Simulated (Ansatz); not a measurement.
Li: pressure against volume scale

Periodic Kohn-Sham DFT of a crystal at fixed atoms, scaled to volume_scale times the given cell; pressure positive in compression, energy less spherical unpolarised free atoms, largest_vzz the field gradient of largest size among the nuclei. The results are calculated, by Ansatz 0.2.0.

The cell before it is scaled or strained (space group R-3m, No. 166):
```
Li
1.0
      1.5505     0.8952     7.5883
     -1.5505     0.8952     7.5883
      0.0000    -1.7904     7.5883
Li
3
Direct
  0.00000 0.00000 0.00000
  0.22200 0.22200 0.22200
  0.77800 0.77800 0.77800
```

Settings of every row: method all-electron PAW; functional PBEsol; relativity scalar; k mesh 12x12x12; filling fermi-dirac; smearing width 0.05 eV; nucleus gaussian.

Atom start moment: 0 on all atoms.

Limits: no gap: field gradients move with the k mesh.

```csv
row,volume scale,V (Å³/atom),pressure (GPa),largest V_zz (1e21 V/m^2)
1,0.94,19.801,0.276,0.007
2,0.96,20.223,-0.02,0.006
3,0.98,20.644,-0.291,0.006
4,0.99,20.855,-0.417,0.006
5,1,21.065,-0.538,0.006
6,1.01,21.276,-0.653,0.006
7,1.02,21.487,-0.764,0.006
8,1.04,21.908,-0.971,0.006
9,1.06,22.329,?,?
```

Question: what pressure should row 9 give?

Worked fit of pressure. Take u = (V_r/V)^(2/3) − 1 with V_r = 20.96 Å³ an atom, which is twice the finite (Eulerian) strain; such expansions in the strain, on which the Birch-Murnaghan equation of state is built, carry the rest volume and the bulk modulus. The shown rows have u = 0.03865, 0.02415, 0.01018, 0.00335, -0.00333, -0.00993, -0.01642, -0.02906. Least squares give pressure = −0.478 + 18.05 × u + 37.72 × u² GPa; a straight line predicts inner rows, each left out in turn, worse (root mean square 0.013 against 0.00049 GPa). The rows lie off it by 0.000, 0.000, -0.001, 0.000, 0.000, 0.001, 0.000, 0.000. The pressure vanishes at u = 0.0252, or V = 20.19 Å³ an atom, and there the bulk modulus at fixed shape and fractions is B = −V dP/dV = (2/3)(1 + u) dP/du = 13.6 GPa. Letting shape and atoms relax would as a rule lower it, by much in layered, chain or molecular crystals. The withheld row has u = -0.0413, so the fit gives −0.478 + 18.05 × (-0.0413) + 37.72 × (-0.0413)² = -1.159 GPa.

The calculation gave -1.16 GPa. The fit lies 0.001 GPa (0.07 % of the column's range) above it, one unit of the last digit. This row lies beyond the range of the fit.

The other values of row 9: largest V_zz 0.005 1e21 V/m^2.
